Gallium phosphide from its neighbours

The question

How large is a GaP crystal in PBE, how far does the D3 dispersion correction shrink it, and how stable is it against its elements at each level? The other zincblende compounds have to supply the answer. The energy over elements is the energy per atom relative to the pure elements in their standard states; the more negative it is, the more stable the compound. D3 adds an attraction between pairs of atoms and leaves the PBE functional itself as it was.

Zincblende compounds (space group F-43m), relaxed with PBE and with PBE-D3(BJ) in Ansatz 0.2.0, plane-wave PAW, scalar-relativistic. Cutoff 420 eV, Gaussian smearing, no spin polarisation; the single k mesh and smearing width columns give the PBE run. Energies over elements are taken at zero smearing, relative to the standard states at the same level.

```
formula  distinct smearing widths among the runs behind the row (eV)  distinct k-meshes among the runs behind the row  element on site A  Z A  element on site B  Z B    k mesh  smearing width  volume per atom, PBE (Å³)  volume per atom, PBE-D3 (Å³)  energy over elements, PBE (eV/atom)  energy over elements, PBE-D3 (eV/atom)  volume per atom, PBE-D3 over volume per atom, PBE, less one (%)
    ZnS                                                  0.05 / 0.02                                 8x8x8 / 10x10x10                 Zn   30                  S   16     8×8×8         0.05 eV                      20.16                         19.41                               -0.822                                  -0.822                                                             -3.7
   ZnSe                                                         0.02                                            8x8x8                 Zn   30                 Se   34     8×8×8         0.02 eV                      23.54                         22.61                               -0.713                                  -0.658                                                             -4.0
    GaP                                                         0.02                                            8x8x8                 Ga   31                  P   15     8×8×8         0.02 eV                          ?                             ?                                    ?                                       ?                                                                ?
   GaAs                                                         0.02                                         12x12x12                 Ga   31                 As   33  12×12×12         0.02 eV                      23.71                         22.86                               -0.352                                  -0.312                                                             -3.6
   GaSb                                                          0.1                                         12x12x12                 Ga   31                 Sb   51  12×12×12          0.1 eV                      29.99                         28.78                               -0.166                                  -0.110                                                             -4.0
    CdS                                                         0.02                                            8x8x8                 Cd   48                  S   16     8×8×8         0.02 eV                      26.02                         25.04                               -0.658                                  -0.639                                                             -3.7
   CdTe                                                         0.02                                 10x10x10 / 8x8x8                 Cd   48                 Te   52  10×10×10         0.02 eV                      36.22                         34.59                               -0.465                                  -0.354                                                             -4.5
    InP                                                         0.02                                 10x10x10 / 8x8x8                 In   49                  P   15  10×10×10         0.02 eV                      26.46                         25.59                               -0.245                                  -0.197                                                             -3.3
   InAs                                                          0.1                                         12x12x12                 In   49                 As   33  12×12×12          0.1 eV                      29.60                         28.54                               -0.244                                  -0.175                                                             -3.6
   InSb                                                          0.1                                         12x12x12                 In   49                 Sb   51  12×12×12          0.1 eV                      36.51                         35.08                               -0.128                                  -0.043                                                             -3.9
```

Why the crystals shrink

The added attraction acts like an outside pressure, and the stiffness of the bonds resists it. An infinitely stiff crystal would not shrink at all. In a layered crystal such as gallium selenide, where weak forces hold the sheets together, the spacing between sheets responds far more than the bonds within them. The zincblende compounds are held by strong bonds in all directions, and their volumes fall by only 3.3 to 4.5 %. PBE usually makes such crystals somewhat too large, so a contraction is generally a change in the right direction.

For Ga and In alike, the antimonide shrinks more than the arsenide. This fits the argument, since longer bonds are usually softer. Yet the bonds also lengthen from Ga to In, and there the contraction hardly changes. Probably the pull of D3 weakens as well when the atoms move apart. With Sb in place of As, the more easily polarised atom may make up for part of this: D3 lowers the total energy more in the antimonides than in the arsenides, but less in InAs and InSb than in GaAs and GaSb. The partner is thus the better guide, and it suggests a small contraction for a phosphide.

The choice of level matters when the misfit between layers grown on one another is computed. The 3.6 % loss of volume in GaAs is about 1.2 % in length, as large as a misfit that can limit the thickness of a strained film. If only one of two layers were computed with D3, a false misfit of about this size would appear, so both need the same level.

Why more attraction can mean less stability

D3 lowers the total energy of every known compound by 0.30 to 0.33 eV/atom. Yet the energy over elements becomes weaker, or stays the same in ZnS. The elements must therefore gain at least as much: their average gain, deduced from the two energies, runs from 0.31 to 0.44 eV/atom. The compounds gain nearly equal amounts, so it is mainly the elements that decide the shift. With the same metal, the elements' gain is larger the heavier the partner, from S to Te and from P to Sb. The heavy non-metals therefore gain more from D3 than the light ones. Their large, easily polarised atoms are a likely reason. PBE alone usually makes such compounds too weakly bound relative to their elements, so a D3 shift that weakens them further generally leads away from experiment, even where the volume improves.

The step from gallium to indium

Compare two compounds that differ only in the metal. In the difference of their energies over elements the partner element drops out, and the references of Ga and In contribute the same amount whatever the partner is. A step known for arsenides can thus be carried over to phosphides without knowing how D3 treats the elements.

The step itself need not be constant. In PBE the change from Ga to In costs 0.038 eV/atom with Sb and 0.108 eV/atom with As. A likely reason is that the smaller partner forms the shorter, stronger bond, and that In in place of Ga stretches this bond by a slightly larger fraction: about 8 % with As against 7 % with Sb. The table itself shows only that the step grows.

The model draws a straight line through these two steps, against the bond length of the In compound. With V the volume per atom, the bond length is

d = (√3/2) V^(1/3)

From InAs to InP, d falls by 0.5065 of its fall from InSb to InAs. The energy estimate is then

step with P = 0.108 + 0.5065 × (0.108 − 0.038) = 0.143 eV/atom
GaP = −0.245 − 0.143 = −0.39 eV/atom

where −0.245 is the PBE value of InP. The same rule gives the bond lengths and the D3 shift. GaP had no part in the line.

The forecasts

PBE volume: 20.9 Å³ per atom, between 20.4 and 21.4.
Volume change by D3: −3.2 %, between −3.5 and −2.9, the smallest or nearly so.
PBE energy over elements: −0.39 eV/atom, between −0.46 and −0.32, the strongest of the III-V compounds.
Shift of that energy by D3: +0.019 eV/atom, between +0.01 and +0.03, a slight weakening.

The ranges are judgements. That for the volume allows for an estimate of 20.4 Å³ from ZnS, which has the same number of valence electrons and atoms from the same periods. That for the energy extends to each side by the whole change of the step between Sb and As. GaSb, InAs and InSb come out without a gap, a known failing of PBE for such narrow-gap semiconductors, and any error this brings to their energies passes into the forecast. InP enters with full weight, and its PBE and PBE-D3 runs used different k meshes.

The withheld rows as computed:

```
formula  distinct smearing widths among the runs behind the row (eV)  distinct k-meshes among the runs behind the row  element on site A  Z A  element on site B  Z B  k mesh  smearing width  volume per atom, PBE (Å³)  volume per atom, PBE-D3 (Å³)  energy over elements, PBE (eV/atom)  energy over elements, PBE-D3 (eV/atom)  volume per atom, PBE-D3 over volume per atom, PBE, less one (%)
    GaP                                                         0.02                                            8x8x8                 Ga   31                  P   15   8×8×8         0.02 eV                      20.85                         20.19                               -0.432                                  -0.414                                                             -3.2
```

Hits and a miss

The volume, 20.85 Å³, and the contraction, 3.2 %, agree with the forecasts. The D3 shift is +0.018 eV/atom, a miss of 0.001 that has no meaning at the precision of the table. The shift could be carried over so well because its step from Ga to In hardly depends on the partner: 0.029 eV/atom with Sb and with As, and 0.030 eV/atom with P. About 0.02 eV/atom of this step comes from the elements Ga and In themselves, which are the same for every partner, and only about 0.01 eV/atom from the compounds.

The PBE energy is −0.432 eV/atom: inside the range and the strongest of the III-V compounds, but 0.04 stronger than forecast. The true step with P is 0.432 − 0.245 = 0.187 eV/atom. It grows in the expected direction but faster than the line allows. From As to P it rises by 0.079 eV/atom, slightly more than the 0.070 eV/atom from Sb to As, although the bond shortens only about half as much. A straight line in the bond length is therefore too simple. A constant step would have missed by nearly twice as much. The printed output below sets the estimates side by side.

In this one test, then, the change that D3 makes was carried over more accurately than the PBE energy to which it is added.

Printed output of the fit:

```
bond length step from GaSb to InSb in PBE (Å): 0.1823
bond length step from GaAs to InAs in PBE (Å): 0.191
bond length step from ZnS to CdS in PBE (Å): 0.2092
energy step from GaSb to InSb in PBE (eV/atom): 0.038
energy step from GaAs to InAs in PBE (eV/atom): 0.108
energy step from ZnS to CdS in PBE (eV/atom): 0.164
step in the D3 shift from GaSb to InSb (eV/atom): 0.029
step in the D3 shift from GaAs to InAs (eV/atom): 0.029
bond length change As to P over change Sb to As in the In compounds: 0.5065
smallest D3 gain of a known compound (eV/atom): 0.2969
largest D3 gain of a known compound (eV/atom): 0.3261
smallest implied mean D3 gain of the elements (eV/atom): 0.3074
largest implied mean D3 gain of the elements (eV/atom): 0.4371
GaP volume forecast in PBE with error bar 0.5 (Å³ per atom): 20.89
GaP volume from a constant step (Å³ per atom): 21.01
GaP volume from its neighbour ZnS (Å³ per atom): 20.4
GaP volume computed in PBE (Å³ per atom): 20.85
GaP volume forecast less computed (Å³ per atom): 0.04436
GaP volume change forecast with error bar 0.3 (%): -3.215
GaP volume change computed (%): -3.2
GaP volume change forecast less computed (percentage points): -0.01542
GaP energy forecast in PBE with error bar 0.07 (eV/atom): -0.3885
GaP energy from a constant step (eV/atom): -0.353
GaP energy computed in PBE (eV/atom): -0.432
GaP energy forecast less computed (eV/atom): 0.04355
GaP D3 shift forecast with error bar 0.01 (eV/atom): 0.019
GaP D3 shift computed (eV/atom): 0.018
GaP D3 shift forecast less computed (eV/atom): 0.001
```
